## Johansson's theorem: Tracy–Widom current fluctuations for the step initial condition

### Model and statement

The totally asymmetric simple exclusion process (TASEP) lives on the sites $x\in\mathbb Z$, each empty or singly occupied. It is a continuous-time Markov process in which a particle at $x$ jumps to $x+1$ at rate $k$ if that site is empty; no other move occurs. Time is measured in units of $1/k$ until the last section. At $t=0$ all sites $x\le 0$ are occupied and all sites $x\ge1$ are empty. $Q_t$ is the number of particles on sites $x\ge1$ at time $t$, that is, the number that have crossed the bond $(0,1)$.

**Theorem** (Johansson, 2000). For every real $s$,
$$\lim_{t\to\infty}\mathrm{Prob}\left(Q_t\ge \tfrac t4-2^{-4/3}s\,t^{1/3}\right)=F_{\rm GUE}(s),\tag{1}$$
where $F_{\rm GUE}$ is the Tracy–Widom distribution defined in (13). The leading term $t/4$ is the stationary current $\rho(1-\rho)$ at density $\rho=1/2$.

### Step 1: last-passage percolation

Number the particles $n=1,2,\dots$ from the right, so that particle $n$ starts at $1-n$. Exclusion preserves the order. Let $G(m,n)$ be the time of the $m$-th jump of particle $n$, with $G(m,0)=G(0,n)=0$. This jump leads from $m-n$ to $m-n+1$. It becomes possible once particle $n$ has made $m-1$ jumps and particle $n-1$, which started at $2-n$, stands at or beyond $m-n+2$, that is, has made $m$ jumps. A possible jump stays possible until it is executed, since no other particle can enter the target site. By the Markov property the delay $W_{mn}$ between becoming possible and execution is exponential with mean 1, independently for all $(m,n)$. Hence
$$G(m,n)=\max\{G(m-1,n),G(m,n-1)\}+W_{mn}.\tag{2}$$
Iterating (2) shows that $G(N,N)$ is the largest sum of $W$ along a lattice path from $(1,1)$ to $(N,N)$ whose steps raise one index by one. Since order is kept, $Q_t\ge N$ holds exactly when particle $N$ has reached site 1, which takes $N$ jumps:
$$\mathrm{Prob}(Q_t\ge N)=\mathrm{Prob}(G(N,N)\le t).\tag{3}$$

To count, discretise: $w_{mn}=\lfloor W_{mn}/\epsilon\rfloor$ has $\mathrm{Prob}(w=l)=(1-q)q^l$ with $q=e^{-\epsilon}$. Let $g(m,n)$ obey (2) with $w$ in place of $W$. A path has $2N-1$ sites, so $|\epsilon g(N,N)-G(N,N)|<(2N-1)\epsilon$, and $\epsilon g\to G$ as $\epsilon\to0$.

### Step 2: the RSK correspondence in local form

A partition $\lambda$ is a sequence of integers $\lambda_1\ge\lambda_2\ge\dots\ge0$ with finite sum $|\lambda|$. Write $\mu\prec\lambda$ if $\lambda_1\ge\mu_1\ge\lambda_2\ge\mu_2\ge\dots$.

*Local rule.* Fix $\mu$ and $\nu$. The conditions $\kappa\prec\mu$, $\kappa\prec\nu$ say that each $\kappa_a$ lies in the interval $I_a=[\max(\mu_{a+1},\nu_{a+1}),\min(\mu_a,\nu_a)]$. The conditions $\mu\prec\lambda$, $\nu\prec\lambda$ say that $\lambda_1\ge\max(\mu_1,\nu_1)$ and that $\lambda_{a+1}$ lies in the same $I_a$. Reflecting each interval about its midpoint gives a bijection between pairs $(\kappa,w)$, $w\ge0$, and partitions $\lambda$:
$$\lambda_1=\max(\mu_1,\nu_1)+w,\qquad \lambda_{a+1}=\max(\mu_{a+1},\nu_{a+1})+\min(\mu_a,\nu_a)-\kappa_a .\tag{4}$$
Adding all lines and using $\max+\min=\mu_a+\nu_a$ gives $|\lambda|-|\mu|-|\nu|+|\kappa|=w$.

*Growth.* Attach partitions $\lambda(m,n)$ to the points $0\le m,n\le N$, empty on both axes, and compute $\lambda(m,n)$ from $\kappa=\lambda(m-1,n-1)$, $\mu=\lambda(m-1,n)$, $\nu=\lambda(m,n-1)$, $w=w_{mn}$. The first line of (4) is the recursion (2), so $\lambda_1(m,n)=g(m,n)$. The size relation telescopes to $|\lambda(N,N)|=\sum w_{mn}$.

*Bijection.* Take a staircase from $(0,N)$ to $(N,0)$ whose steps raise $m$ or lower $n$. Call a labelling of its points admissible if both ends are empty, labels rise in the sense of $\prec$ when $m$ is raised, and fall when $n$ is lowered. The fillings $w$ of the cells between the staircase and the axes are in bijection with the admissible labellings. This holds for the staircase along the axes, whose only admissible labelling is empty throughout. Adding one cell replaces $\mu\succ\kappa\prec\nu$ by $\mu\prec\lambda\succ\nu$, and (4) extends the bijection. For the full square, matrices $w$ correspond one to one to pairs of chains $\emptyset\prec\lambda^{(1)}\prec\dots\prec\lambda^{(N)}=\lambda$ with a common end. This is the Robinson–Schensted–Knuth correspondence. A matrix has probability $(1-q)^{N^2}q^{\sum w}$, so with $d_N(\lambda)$ the number of chains
$$\mathrm{Prob}(g(N,N)\le l)=(1-q)^{N^2}\sum_{\lambda_1\le l}q^{|\lambda|}d_N(\lambda)^2.\tag{5}$$

*Counting chains.* Each $\prec$ adds at most one nonzero part, so $\lambda$ has at most $N$. Put $h_a=\lambda_a+N-a$, so that $h_1>\dots>h_N\ge0$. Then
$$d_N(\lambda)=\frac{\Delta(h)}{\prod_{b=0}^{N-1}b!}=\left|\det\binom{h_a}{b}\right|_{a=1..N,\ b=0..N-1},\qquad \Delta(h)=\prod_{a<a'}(h_a-h_{a'}).\tag{6}$$
The two forms agree because $\binom hb$ is a polynomial of degree $b$ with leading coefficient $1/b!$, and column operations reduce the determinant to Vandermonde's. The proof is by induction, with $d_1=1$ and $d_N(\lambda)=\sum_{\mu\prec\lambda}d_{N-1}(\mu)$. The shifted parts $h'_a=\mu_a+N-1-a$ run independently over $h_{a+1}\le h'_a\le h_a-1$, and they keep their order, so the determinant has a fixed sign and the sums can be done row by row: $\sum_{h'_a}\binom{h'_a}{b}=\binom{h_a}{b+1}-\binom{h_{a+1}}{b+1}$. The resulting determinant of differences is what the $N\times N$ determinant in (6) becomes, up to sign, when each row has the next one subtracted and the column $b=0$, now zero except in the last row, is expanded.

### Step 3: the Laguerre ensemble

In (5) use $|\lambda|=\sum h_a-N(N-1)/2$, replace the ordered sum by $1/N!$ times the unrestricted sum over $0\le h_a\le l+N-1$ (coincident $h$ give $\Delta=0$), and set $x_a=\epsilon h_a$, $l=\lfloor t/\epsilon\rfloor$. The powers of $\epsilon$ cancel: $\epsilon^{N^2}$ from $(1-q)^{N^2}$, $\epsilon^{-N(N-1)}$ from $\Delta^2$, $\epsilon^{-N}$ from turning sums into integrals. As $\epsilon\to0$,
$$\mathrm{Prob}(G(N,N)\le t)=\frac{1}{N!\prod_{b=0}^{N-1}b!^2}\int_{[0,t]^N}\Delta(x)^2\prod_a e^{-x_a}dx_a .\tag{7}$$
The integrand is the eigenvalue density of the Laguerre unitary ensemble, that of $XX^\dagger$ for an $N\times N$ matrix of independent complex Gaussians with $\langle|X_{ab}|^2\rangle=1$. So $G(N,N)$ has the law of the largest eigenvalue. This reading is not needed below.

The Laguerre polynomial $L_n$ has leading coefficient $(-1)^n/n!$, and $\varphi_n(x)=e^{-x/2}L_n(x)$ are orthonormal on $(0,\infty)$. The integrand of (7), with the factorials $b!$, is therefore $(\det\varphi_{b}(x_a))^2$. Expanding both determinants over permutations and integrating each variable separately gives Andréief's identity, $\frac1{N!}\int(\det\varphi_b(x_a))^2=\det\int\varphi_b\varphi_{b'}$. Orthonormality turns $\int_0^t$ into $\delta_{bb'}-M_{bb'}$ with $M_{bb'}=\int_t^\infty\varphi_b\varphi_{b'}dx$. Expand $\det(1-M)$ in principal minors, write each $p\times p$ minor as a $p$-fold integral by the same identity, and sum over the index sets with the Cauchy–Binet formula:
$$\mathrm{Prob}(G(N,N)\le t)=\sum_{p=0}^{N}\frac{(-1)^p}{p!}\int_{(t,\infty)^p}\det K_N(x_a,x_{a'})\,d^px,\qquad K_N(x,y)=\sum_{n=0}^{N-1}\varphi_n(x)\varphi_n(y).\tag{8}$$
Equations (3) and (8) are exact for all $N$ and $t$.

### Step 4: edge asymptotics

The generating function $\sum_nL_n(x)z^n=(1-z)^{-1}e^{-xz/(1-z)}$ gives, on a circle $|z|=r<1$,
$$\varphi_n(x)=\oint\frac{dz}{2\pi i}\,\frac{z^{-n-1}}{1-z}\exp\left[-\frac x2\,\frac{1+z}{1-z}\right].$$
Put $z=-e^{i\vartheta}$ with $\vartheta=\theta+i\beta$, $r=e^{-\beta}$, $-\pi<\theta<\pi$. Then $1-z=2e^{i\vartheta/2}\cos(\vartheta/2)$ and $(1+z)/(1-z)=-i\tan(\vartheta/2)$, so
$$\varphi_n(x)=(-1)^n\int_{-\pi}^{\pi}\frac{d\theta}{4\pi\cos(\vartheta/2)}\exp i\left[\frac x2\tan\frac\vartheta2-\left(n+\tfrac12\right)\vartheta\right].\tag{9}$$
The bracket expands as $(x-4n-2)\vartheta/4+x\vartheta^3/48+x\vartheta^5/480+\dots$. At $x=4n+2$ the linear term vanishes and two saddle points merge. For $n$ near $N$ this fixes the centre $4N$, and balancing the cubic term fixes the scale. Define
$$\sigma=(16N)^{1/3}=2^{4/3}N^{1/3},\quad x=4N+\sigma\xi,\quad u_n=\frac{4N-4n-2}{\sigma},\quad \vartheta=\frac{4v}{\sigma},\quad\beta=\frac4\sigma .$$
The bracket becomes $v^3/3+(\xi+u_n)v+O(\sigma^{-2})$ at fixed $v$ and $\xi$, with $\mathrm{Im}\,v=1$; the remainder and the factor $1/\cos(\vartheta/2)=1+O(\sigma^{-2})$ do not depend on $n$. The measure is $(2/\sigma)\,dv/2\pi$. With $\mathrm{Ai}(\xi)=\int\frac{dv}{2\pi}e^{i(v^3/3+\xi v)}$ along $\mathrm{Im}\,v=1$,
$$\varphi_n(4N+\sigma\xi)=(-1)^n\frac2\sigma\left[\mathrm{Ai}(\xi+u_n)+O(\sigma^{-2})\right],\tag{10}$$
provided the integrand is dominated.

*Domination.* Let $\xi\ge s_0$ for some fixed $s_0$, and $N$ large. With $D=|1-z|$, $D^2=(1+r)^2-4r\sin^2(\theta/2)$, and $A=x(1-r^2)$, the integrand with respect to $d\theta/2\pi$ has modulus $r^{-n}D^{-1}e^{-A/2D^2}$. From $x\ge3N$ and $1-e^{-8/\sigma}\ge4/\sigma$ follows $A\ge3\sigma^2/4$. Split the exponential into two equal factors. The function $D^{-1}e^{-A/4D^2}$ increases with $D$ for $D^2<A/2$, hence on the whole circle, where $D<2$, and is largest at $\theta=0$. In the other factor $D^{-2}-(1+r)^{-2}\ge r\sin^2(\theta/2)/4$, which with $|\sin(\theta/2)|\ge|\theta|/\pi$ yields its value at $\theta=0$ times at most $\exp[-3r(\mathrm{Re}\,v)^2/4\pi^2]$. This Gaussian dominates the integrand and justifies (10). At $\theta=0$ the exponent is $4n/\sigma-(x/2)\tanh(2/\sigma)$, and $\tanh y\ge y-y^3/3$ bounds it by $-\xi-u_n-2/\sigma+1/3+4\xi/3\sigma^2$. Therefore, with $C$ depending on $s_0$ only,
$$|\varphi_n(4N+\sigma\xi)|\le (C/\sigma)\,e^{-\xi/2-u_n},\qquad 0\le n<N .\tag{11}$$

*The kernel.* Changing variables in (8) multiplies the kernel by $\sigma$. By (10), $\sigma K_N=\sum_n(4/\sigma)\,\mathrm{Ai}(\xi+u_n)\mathrm{Ai}(\eta+u_n)+\dots$ with $y=4N+\sigma\eta$. The points $u_n=(4/\sigma)(j-\frac12)$, $j=N-n\ge1$, are the midpoints of cells of width $4/\sigma$, so the sum is a midpoint rule whose tail is controlled by (11):
$$\sigma K_N\to K_{\rm Ai}(\xi,\eta)=\int_0^\infty\mathrm{Ai}(\xi+u)\mathrm{Ai}(\eta+u)\,du=\frac{\mathrm{Ai}(\xi)\mathrm{Ai}'(\eta)-\mathrm{Ai}'(\xi)\mathrm{Ai}(\eta)}{\xi-\eta}.\tag{12}$$
The last form follows because, by $\mathrm{Ai}''(\xi)=\xi\,\mathrm{Ai}(\xi)$, the numerator with both arguments shifted by $u$ has $u$-derivative $(\eta-\xi)\mathrm{Ai}(\xi+u)\mathrm{Ai}(\eta+u)$. Both the midpoint rule and (10) leave remainders of order $\sigma^{-2}\propto N^{-2/3}$; no term of order $\sigma^{-1}$ appears.

*The series.* Summing (11) gives $|\sigma K_N|\le C'e^{-(\xi+\eta)/2}$. Taking these exponentials out of rows and columns and applying Hadamard's inequality bounds the $p$-th term of (8) by $p^{p/2}(C'e^{-s})^p/p!$, which is summable and independent of $N$. Dominated convergence gives
$$\mathrm{Prob}\left(G(N,N)\le4N+\sigma s\right)\to F_{\rm GUE}(s)=\sum_{p=0}^\infty\frac{(-1)^p}{p!}\int_{(s,\infty)^p}\det K_{\rm Ai}(\xi_a,\xi_{a'})\,d^p\xi ,\tag{13}$$
the Fredholm determinant $\det(1-K_{\rm Ai})$ on $L^2(s,\infty)$, which Tracy and Widom (1994) analysed. The same bound shows that $F_{\rm GUE}$ is continuous.

### Step 5: back to the current

By (3), $\mathrm{Prob}(Q_t\ge N)$ is the left side of (13) at $s_N=(t-4N)/(16N)^{1/3}$. Take $N=\lceil t/4-2^{-4/3}st^{1/3}\rceil$. Then $t-4N=2^{2/3}st^{1/3}+O(1)$ and $(16N)^{1/3}=(4t)^{1/3}[1+O(t^{-2/3})]=2^{2/3}t^{1/3}[1+O(t^{-2/3})]$, so $s_N\to s$. The left side of (13) is monotonic in $s$ and its limit is continuous, so the limit along $s_N$ is $F_{\rm GUE}(s)$. This proves (1).

Let $\chi$ be a random variable with distribution $F_{\rm GUE}$. By (12), $K_{\rm Ai}$ on $(s,\infty)$ is the square of the operator with kernel $B_s(x,y)=\mathrm{Ai}(s+x+y)$ on $(0,\infty)$. Evaluating $\det(1-B_s^2)$ on a quadrature grid gives $F_{\rm GUE}(-2)=0.413$, $F_{\rm GUE}(0)=0.969$, $\langle\chi\rangle=-1.771$ and $\mathrm{Var}\,\chi=0.813$, hence $\langle\chi^2\rangle=3.95$. For large $s$ the $p=1$ term dominates, $1-F_{\rm GUE}\simeq\int_0^\infty u\,\mathrm{Ai}^2(s+u)\,du$; inserting $\mathrm{Ai}^2(s+u)\simeq e^{-\frac43s^{3/2}-2\sqrt s\,u}/(4\pi\sqrt s)$ gives $e^{-\frac43s^{3/2}}/(16\pi s^{3/2})$.

The moments of $Q_t$ at finite $t$ follow if one grants that the tails are uniform on both sides, which (11) shows only for $s\to+\infty$. Since $s_N$ decreases with $N$, $F_{\rm GUE}(s_N)=\mathrm{Prob}(N^*\ge N)$, where $N^*$ solves $t=4N^*+(16N^*)^{1/3}\chi$. One iteration gives
$$N^*=\frac t4-2^{-4/3}t^{1/3}\chi+\frac{4^{2/3}}{12}t^{-1/3}\chi^2+\dots$$
Up to the $N^{-2/3}$ remainders, $Q_t$ is distributed as $\lfloor N^*\rfloor$. For a smooth law many units wide, rounding down lowers the mean by $1/2$ and adds $1/12$ to the variance:
$$\langle Q_t\rangle\simeq\frac t4-2^{-4/3}\langle\chi\rangle t^{1/3}-\frac12,\qquad \mathrm{Var}\,Q_t\simeq2^{-8/3}t^{2/3}\,\mathrm{Var}\,\chi+\frac1{12}.\tag{14}$$
The mean omits terms of order $t^{-1/3}$; the variance has relative corrections of order $t^{-2/3}$, the same order as the $1/12$. Since $\langle\chi\rangle<0$, the mean exceeds $t/4$.

### Range of validity

1. Equations (3), (7) and (8) are exact. They need equal rates, exponential delays, full asymmetry and the deterministic step. Unequal rates or other waiting-time laws break (5). Flat or stationary initial conditions lead to other limit laws.
2. The limit (1) holds at fixed $s$. It presupposes a width $2^{-4/3}t^{1/3}$ well above one particle. Rounding shifts $s$ by order $t^{-1/3}$; in the variable $s_N$ the corrections are of order $t^{-2/3}$.
3. Deviations of $Q_t$ of order $t$ correspond to $|s|\sim t^{2/3}$, where the expansion of (9) fails. They belong to large-deviation theory. The tail above only indicates the scaling: a current deficit has $s^{3/2}\sim t$, a probability exponentially small in $t$. Macroscopic fluctuation theory is built for diffusive scaling with a field that vanishes on the lattice scale, and does not yield (1).
4. With backward jumps, rates $k_+>k_-$, Tracy and Widom (2009) proved by another method that (1) survives with $t$ replaced by $(k_+-k_-)t$. For weak asymmetry $\gamma=(k_+-k_-)/(k_++k_-)$, with time in units of $1/(k_++k_-)$, comparing $(\gamma t)^{1/3}$ with the $t^{1/4}$ current noise of symmetric exclusion gives the estimate $t\gg\gamma^{-4}$, or $Q_t\gg\gamma^{-3}$, for the onset.

### Illustration: a receding corner of the top layer on a Pb(111) facet

Let the top layer of the (111) facet of a Pb crystallite be a hexagon with close-packed edges. Near one $120^\circ$ corner its atoms sit at $(m-1)\mathbf a_1+(n-1)\mathbf a_2$, $m,n\ge1$, with $|\mathbf a_1|=|\mathbf a_2|=|\mathbf a_1+\mathbf a_2|=a$. In-plane neighbours lie at $\pm\mathbf a_1$, $\pm\mathbf a_2$, $\pm(\mathbf a_1+\mathbf a_2)$. The model assumes that only kink atoms, those with three in-plane neighbours, detach, each at rate $k$, and that none returns or moves along the edge. Atom $(m,n)$ then keeps its three forward neighbours as long as it stays, and is a kink atom exactly when $(m-1,n)$ and $(m,n-1)$ are gone, since $(m-1,n-1)$ has left before them. Its removal time obeys (2). $Q_t$ counts the atoms removed from the diagonal $m=n$, and the edge has receded by $aQ_t$ along the bisector. An approximate lattice constant of $0.495$ nm gives $a=0.495/\sqrt2=0.350$ nm.

Take $kt=1000$. The scale is $2^{-4/3}(kt)^{1/3}=3.97$ sites. From (14), $\langle Q\rangle\simeq250+3.97\times1.771-0.5=256.5$, a retreat of $90$ nm, and the standard deviation is $(3.97^2\times0.813+1/12)^{1/2}=3.6$ sites, or $1.3$ nm. Independent removals with mean 250 would scatter by $\sqrt{250}=16$ sites. The corner has receded by at least 250 sites ($s_N=0$) with probability $0.97$, and by at least 258 sites ($s_N=-1.99$) with probability near $0.4$. The $\chi^2$ term of $N^*$ has coefficient $4^{2/3}/12=0.210$; it adds $0.210\times0.1\times3.95=0.083$ to the mean and about $2$ per cent to the width, and the kernel remainders are of the same order, so the last digits of $256.5$ and $3.6$ are uncertain by about one unit.

The neighbouring corner, $L$ sites away along $\mathbf a_1$, sees atom $(m,n)$ at its own indices $(L-m+n,n)$, to within a site. Since $G$ grows with each index, it typically arrives later throughout the $N\times N$ block if $L>2N$, here about $180$ nm.

Detachment from a straight edge breaks one more bond. Sharing the compiled cohesive energy, $2.03$ eV/atom (Kittel 2005), among six pair bonds gives $0.338$ eV and a relative rate $e^{-0.338\,{\rm eV}/k_BT}=2\times10^{-6}$ at 300 K. Pair counting overstates such energies in a metal. An illustrative third of it, $0.113$ eV, gives $0.013$, which alters the drift of 250 sites by roughly $3$ sites and so rivals the width. The mean position is thus far more fragile than the $t^{1/3}$ scaling.

The lengths do not depend on $k$. For a clock, take the attempt frequency $k_B\Theta_D/h=2.19\times10^{12}$ s$^{-1}$ from the compiled Debye temperature of 105 K (Wikipedia) and an approximate, illustrative barrier of $0.6$ eV. At 300 K this gives $k=182$ s$^{-1}$ and $t=5.5$ s; a change of $0.1$ eV in the barrier changes both by a factor $48$, so at best the order of magnitude counts. All these numbers are the model's. On annealed Pb crystallites reattachment nearly cancels detachment, and a top layer of this size typically lasts minutes or longer even at 350 to 400 K, so the model's clock runs too fast by two orders of magnitude or more. Such a crystallite has $\gamma\ll1$; for an illustrative $\gamma=0.01$ item 4 asks for a retreat well beyond $10^6$ sites, so the model's $1.3$ nm applies only to a strongly undersaturated edge.